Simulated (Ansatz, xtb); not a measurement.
## Relative energy of two isomers of C2H10AlNO

Structure X is `C[O][Al@@H-]([CH3])[NH3+]`, a singlet and structure Y is `C[NH2+][Al@H-]([CH3])[OH]`, a singlet. Both are isolated molecules in the gas phase, relaxed with PBE0-D4/def2-SVP; the shapes shown needn't be the lowest conformers.

X (Å):

```xyz
15

C    -1.1865    1.1778    0.1431
C     2.6972    2.2249   -0.5223
Al    0.4963    1.3777    1.1463
N     0.9016   -0.4978    1.8687
O     1.9989    1.3099    0.2426
H    -1.4569    2.1122   -0.3789
H    -2.0417    0.9342    0.7982
H    -1.1266    0.3940   -0.6324
H     0.5213    2.2934    2.4674
H     2.1439    2.5383   -1.4318
H     2.9489    3.1508    0.0351
H     3.6556    1.7948   -0.8700
H     1.8061   -0.6592    1.4157
H     1.0288   -0.5569    2.8785
H     0.2564   -1.2327    1.5800
```

Y (Å):

```json
{"atom": "C", "x (Å)": "-1.8999", "y (Å)": "1.7371", "z (Å)": "-0.5409"}
{"atom": "C", "x (Å)": "0.1459", "y (Å)": "1.3158", "z (Å)": "3.1548"}
{"atom": "Al", "x (Å)": "-1.4123", "y (Å)": "0.5619", "z (Å)": "2.2099"}
{"atom": "N", "x (Å)": "-1.0012", "y (Å)": "0.8751", "z (Å)": "0.2275"}
{"atom": "O", "x (Å)": "-1.4430", "y (Å)": "-1.1649", "z (Å)": "1.9022"}
{"atom": "H", "x (Å)": "-1.8332", "y (Å)": "2.7659", "z (Å)": "-0.1621"}
{"atom": "H", "x (Å)": "-2.9341", "y (Å)": "1.3998", "z (Å)": "-0.3931"}
{"atom": "H", "x (Å)": "-1.6681", "y (Å)": "1.7366", "z (Å)": "-1.6174"}
{"atom": "H", "x (Å)": "-0.0281", "y (Å)": "1.1620", "z (Å)": "0.1158"}
{"atom": "H", "x (Å)": "-1.0557", "y (Å)": "-0.1005", "z (Å)": "-0.0810"}
{"atom": "H", "x (Å)": "-2.8446", "y (Å)": "1.2738", "z (Å)": "2.3961"}
{"atom": "H", "x (Å)": "0.0768", "y (Å)": "1.1555", "z (Å)": "4.2450"}
{"atom": "H", "x (Å)": "0.2347", "y (Å)": "2.4077", "z (Å)": "3.0124"}
{"atom": "H", "x (Å)": "1.0988", "y (Å)": "0.8596", "z (Å)": "2.8328"}
{"atom": "H", "x (Å)": "-1.7226", "y (Å)": "-1.8219", "z (Å)": "2.5400"}
```

Estimate E(Y) − E(X) at the level CCSD(T)/def2-SVP + ΔMP2/def2-TZVPP.

Calculated at CCSD(T)/def2-SVP + ΔMP2/def2-TZVPP: E(Y) − E(X) = −29.9 kJ/mol, so structure Y lies lower.

How the difference moves with the method:

```json
{"level": "PBE0-D4/def2-SVP", "geometry": "PBE0-D4/def2-SVP", "E(Y) − E(X) (kJ/mol)": "−20.3", "departure from the last row (kJ/mol)": "+9.6", "job, with rough time for the two": "optimisation, 3.1 min"}
{"level": "HF/def2-SVP", "geometry": "PBE0-D4/def2-SVP", "E(Y) − E(X) (kJ/mol)": "−16.1", "departure from the last row (kJ/mol)": "+13.7", "job, with rough time for the two": "part of the CCSD(T) run"}
{"level": "MP2/def2-SVP", "geometry": "PBE0-D4/def2-SVP", "E(Y) − E(X) (kJ/mol)": "−25.2", "departure from the last row (kJ/mol)": "+4.6", "job, with rough time for the two": "part of the CCSD(T) run"}
{"level": "CCSD(T)/def2-SVP", "geometry": "PBE0-D4/def2-SVP", "E(Y) − E(X) (kJ/mol)": "−22.1", "departure from the last row (kJ/mol)": "+7.8", "job, with rough time for the two": "single point"}
{"level": "CCSD(T)/def2-SVP + ΔMP2/def2-TZVPP", "geometry": "PBE0-D4/def2-SVP", "E(Y) − E(X) (kJ/mol)": "−29.9", "departure from the last row (kJ/mol)": "", "job, with rough time for the two": "single point, 44 s"}
```

As drawn, Y has 1 C–N, 1 O–H in place of 1 C–O, 1 N–H.

The levels shown agree on the order. The largest departure from CCSD(T)/def2-SVP + ΔMP2/def2-TZVPP is that of HF/def2-SVP, 13.7 kJ/mol. Levels run at GFN2-xTB geometries aren't shown. The last row adds to CCSD(T) the change of the MP2 difference between the two basis sets, here −7.8 kJ/mol.

With thermal terms from frequencies at re-optimised GFN2-xTB minima (ideal gas, soft modes damped towards free rotors, one conformer each, 298.15 K, 1 atm): the zero-point term adds +3.2 kJ/mol; ΔH is −28.7 and ΔG −23.4 kJ/mol.

The correlated steps freeze 9 core orbitals. Run with Ansatz 0.2.0, xtb 6.7.1; the last row on 2 threads of Arm Neoverse V2 on a shared host.

Y is favoured at every level shown, and the preference survives the thermal terms, with ΔG at −23.4 kJ/mol. Both isomers are amine adducts of a four-coordinate aluminium centre: X pairs methoxide with ammonia, Y hydroxide with methylamine. The methyl group has in effect moved from oxygen to nitrogen, so the main cause is probably the same as in the exothermic amination of methanol to methylamine and water, where the strong O–H bond gained outweighs the N–H bond lost. Methylamine's greater basicity may help, but the Al–N distances are nearly equal and give no separate sign of stronger donation. An N–H bond also points towards oxygen at similar range in both structures, so this contact is unlikely to decide the order. Correlation strengthens the preference for Y, although CCSD(T) takes back part of the MP2 gain; the further shift in the larger basis probably reflects a better description of the polar bonds. The energies don't show that X would readily convert to Y, since that requires cleaving a C–O bond.
